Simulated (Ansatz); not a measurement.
## Re: pressure as volume per atom varies

Results calculated with Ansatz 0.2.0, not measured. Periodic Kohn-Sham DFT of a crystal at fixed atoms; pressure and stress are positive in compression; the energy is the free energy less that of spherical unpolarised free atoms; site moments are those in the method's own spheres, positive along +z.

Cell of the first row (space group P6_3/mmc, No. 194):
```
cell vectors (Å)
   2.5498     0.0000     0.0000
  -1.2749     2.2082     0.0000
   0.0000     0.0000     4.0770
atoms (fractions of the cell vectors)
Re  0.33333  0.66667  0.25000
Re  0.66667  0.33333  0.75000
```

Settings of every row: method all-electron PAW; functional PBEsol; relativity scalar; k mesh 18x18x10; filling fermi-dirac; smearing width 0.05 eV; nucleus gaussian.

Atom start moment: 0 on all atoms.

Limits: all rows lie far from zero pressure; cell far from its zero-pressure volume; no spin-orbit coupling on heavy atoms.

```csv
row,volume per atom (Å³),pressure (GPa)
1,11.477,153.563
2,11.722,134.03
3,11.966,?
4,12.088,107.922
5,12.21,99.986
6,12.332,92.398
7,12.454,85.14
8,12.698,71.559
9,12.943,59.136
```

Question: what pressure should row 3 give?

Worked fit of pressure. Take u = (V_r/V)^(2/3) − 1 with V_r = 12.271 Å³ an atom, which is twice the finite (Eulerian) strain; such expansions in the strain, on which the Birch-Murnaghan equation of state is built, carry the rest volume and the bulk modulus. The shown rows have u = 0.04561, 0.03098, 0.01007, 0.00333, -0.0033, -0.00982, -0.02255, -0.03492. Least squares give pressure = 96.1458 + 1146.087 × u + 2472.82 × u² GPa; a straight line predicts inner rows, each left out in turn, worse (root mean square 1.3 against 0.011 GPa). The rows lie off it by 0.000, 0.005, -0.016, -0.004, 0.007, 0.010, 0.000, -0.004 (root mean square 0.0076 GPa). The withheld row has u = 0.01692, so the fit gives 96.1458 + 1146.087 × (0.01692) + 2472.82 × (0.01692)² = 116.246 GPa.

The calculation gave 116.227 GPa. The fit lies 0.019 GPa (0.02 % of the column's range) above it; its largest miss of a shown row is 0.016 GPa.
